What must be computed

The magnetic moment of MnRh can be read from curves of energy against a held moment. The question is whether a few points at small moments suffice, or whether each curve has to be followed to its minimum. The short cut is the Landau expansion, which describes the start of the curve by two constants and extends it. Across the three volumes followed here it gets the direction of the trend wrong: it makes the moment shrink as the crystal expands, while the computed moment grows.

MnRh in a cubic two-atom cell (Pm-3m), computed with Ansatz 0.2.0: scalar-relativistic DFT, PBEsol, PAW, collinear spins, plane waves to 520 eV, 16×16×16 k mesh, Gaussian smearing of 0.15 eV. Cell shape and fractional coordinates are fixed at each volume and held total spin moment. Free energies are relative to the lowest point of the volume–moment map.

```
held moment (muB a cell)  free energy change at volume per atom 10.832 angstrom^3 (meV an atom)  free energy change at volume per atom 13.3319 angstrom^3 (meV an atom)  free energy change at volume per atom 14.998 angstrom^3 (meV an atom)  free energy change at volume per atom 16.665 angstrom^3 (meV an atom)
                   0.000                                                                  641.1                                                                   517.7                                                                  804.0                                                                 1197.6
                   0.450                                                                  636.5                                                                   505.5                                                                  779.2                                                                 1140.9
                   0.900                                                                  624.0                                                                   471.7                                                                  722.3                                                                 1067.8
                   1.350                                                                  604.0                                                                   417.8                                                                  645.5                                                                  971.1
                   1.800                                                                  576.1                                                                   348.9                                                                  553.3                                                                  857.2
                   2.250                                                                  539.9                                                                   271.6                                                                  453.6                                                                  738.0
                   2.700                                                                  500.4                                                                   193.2                                                                  356.4                                                                  624.9
                   3.150                                                                  466.0                                                                   116.4                                                                  264.4                                                                  522.6
                   3.600                                                                  447.0                                                                    44.1                                                                  177.7                                                                  429.9
                   4.050                                                                  479.7                                                                     0.0                                                                  110.3                                                                  354.7
                   4.500                                                                  625.6                                                                    62.8                                                                  134.5                                                                  351.9
```

Here m is the held moment, the net spin of a cell with one Mn and one Rh atom. Energies are per atom, counted from the lowest point of the map. The argument follows two rows, 4.05 and 0.45 muB, at volumes of 10.832, 13.332 and 16.665 Å³ per atom.

The short cut, worked once

Reversing every spin leaves the energy unchanged, so for small m only even powers of m appear:

E(m) = E(0) + a m² + b m⁴

If a is negative and b positive, the minimum lies at m² = −a/(2b), at a depth of a²/(4b) below E(0). The rows 0, 0.90 and 1.80 fix both constants. At 13.332 Å³ the energy drops by 517.7 − 471.7 = 46.0 meV up to 0.90 muB, and by 517.7 − 348.9 = 168.8 meV up to 1.80 muB. Hence

b = (4 × 46.0 − 168.8) / (1.80⁴ − 4 × 0.90⁴) = 1.93 meV/muB⁴
a = −46.0/0.90² − 1.93 × 0.90² = −58.4 meV/muB²

The predicted minimum is at 3.9 muB, close to the lowest row, 4.05. The row at 4.05 muB was not used for the constants, and there the formula lies 80 meV too high. Its depth of 441 meV is 15 % short of the computed 518 meV.

How the failure shows

The same recipe puts the minimum at 5.0 muB in the compressed crystal and at 2.0 muB in the expanded one. The lowest rows there are 3.60 and 4.50 muB. The wrong direction does not hold over the whole map: at the smallest volume computed, not shown here, the recipe gives 3.3 muB, so from there to the compressed crystal its minimum rises, as the lowest row does. The formula reads the minimum from the way the curve first departs from a parabola, and across these three volumes b grows faster than −a. The computed minimum is decided elsewhere.

In the expanded crystal a check at moderate moments reveals this: at 2.25 muB the formula already lies 137 meV too high. At 13.332 Å³ such a check does not help, for the formula stays within 2 meV of the table up to 2.70 muB. There the warning comes from the curvature, the change of slope per unit of moment. Between 3.15 and 4.05 muB it rises from 0.04 to 1.06 eV per cell and muB², while the Landau form with the constants above allows little more than a doubling. The real curve runs down almost straight and then meets a wall.

Why there is a wall

As far as the spacing of the rows can show, the wall begins near the same moment at every volume. At 4.05 muB the curvature is 1.12 eV per cell and muB² in the compressed crystal and still 0.72 in the expanded one. That points to a count of electrons rather than to a distance between atoms.

Mn brings 7 valence electrons and Rh 9. At 4.05 muB the majority spin holds (16 + 4.05)/2 = 10.0 of them, and the two atoms together offer ten majority d states. Some of these electrons occupy s and p states, however, so the majority d band is not quite full there and should end at a somewhat larger moment. The same count leaves about six minority electrons, three per atom. The atoms of MnRh occupy the sites of a body-centred cubic lattice, and metals with that lattice have a dip in their d density of states near this filling. The table holds no densities of states, so it can't tell which of the two spins makes the wall.

The Stoner picture turns this into a curvature. Raising the moment by a small δ moves δ/2 electrons from minority to majority states. This costs band energy, while exchange gains I m²/4 per cell, where I is the exchange constant:

curvature = (1/N↑ + 1/N↓)/4 − I/2

N↑ and N↓ are the numbers of states per eV at the Fermi level for the two spins. While both are large, the cost is small and exchange pulls the moment up. Once the majority d band is full, only thinly spread s and p states remain and 1/N↑ becomes large. If the minority Fermi level sits in the dip, 1/N↓ becomes large. Either would turn the curve up sharply, and a formula built on the states that matter near m = 0 has no knowledge of either.

The same picture gives the true trend. Compression broadens the bands and lowers N, so each spin flip costs more and the moment settles before the wall. Expansion narrows the bands, and exchange drives the moment up against it. At 16.665 Å³ the rows 4.05 and 4.50 differ by only 3 meV, and with so sharp an upward bend the minimum most likely lies between them.

Where even the start fails

In the expanded crystal the expansion already breaks down in the row at 0.45 muB. For a curve that starts as a parabola, the drop to 0.90 muB is about four times the drop to 0.45. The ratio is 3.8 at 13.332 Å³ but only 2.3 at 16.665 Å³, where the first step down is far too large. The row at zero enters both Landau constants, so this step also helps to pull the predicted minimum down to 2.0 muB.

The Stoner picture shows how much too large. Starting from equal numbers of both spins, moving electrons from one to the other never lowers the band energy, so the gain can't exceed I m²/4. The computed drop is 1197.6 − 1140.9 = 56.7 meV per atom, or 0.113 eV per cell, which would require

I ≥ 4 × 0.113 / 0.45² = 2.2 eV

A usual value for a 3d metal is roughly 1 eV. At 13.332 Å³ the same estimate asks for only 0.5 eV, which is unremarkable.

The likely reason is that m counts only the net spin. As atoms move apart, each tends to keep a spin of its own, and a small total can then mean that spins partly cancel, not that they are absent. The row at 0.45 muB may therefore hold sizeable opposed spin densities that the row at zero lacks. The two rows would then be different kinds of state, which no power series in m connects. Each point was started afresh, so the runs can jump between such states, and a lower state at zero moment may have been missed. This is an inference from the energies; the spin density at 0.45 muB would test it.

What to do instead

If only the moment is wanted, a calculation that leaves it free finds a minimum directly; at 13.332 Å³ it ended close to the row at 4.05 muB. For the curve itself, rows beyond the minimum have to be computed. A least-squares fit of the same quartic to the eleven rows of a volume then restores the right direction: its minimum moves from 3.3 muB in the compressed crystal to 4.2 muB in the expanded one. It still blurs the wall. At 10.832 Å³ it misses the row at 4.05 muB by 31 meV, about as much as that row lies above the minimum. Its constants describe the whole curve and should not be read as properties of the crystal at small moment.

Even a well-followed curve answers a restricted question. With one Mn per cubic cell, neighbouring Mn atoms cannot point in opposite directions and the lattice cannot become tetragonal. Real MnRh near this composition does both on cooling, so the minimum at 4.05 muB is the lowest state found for this cubic cell and need not be the ground state of the alloy.
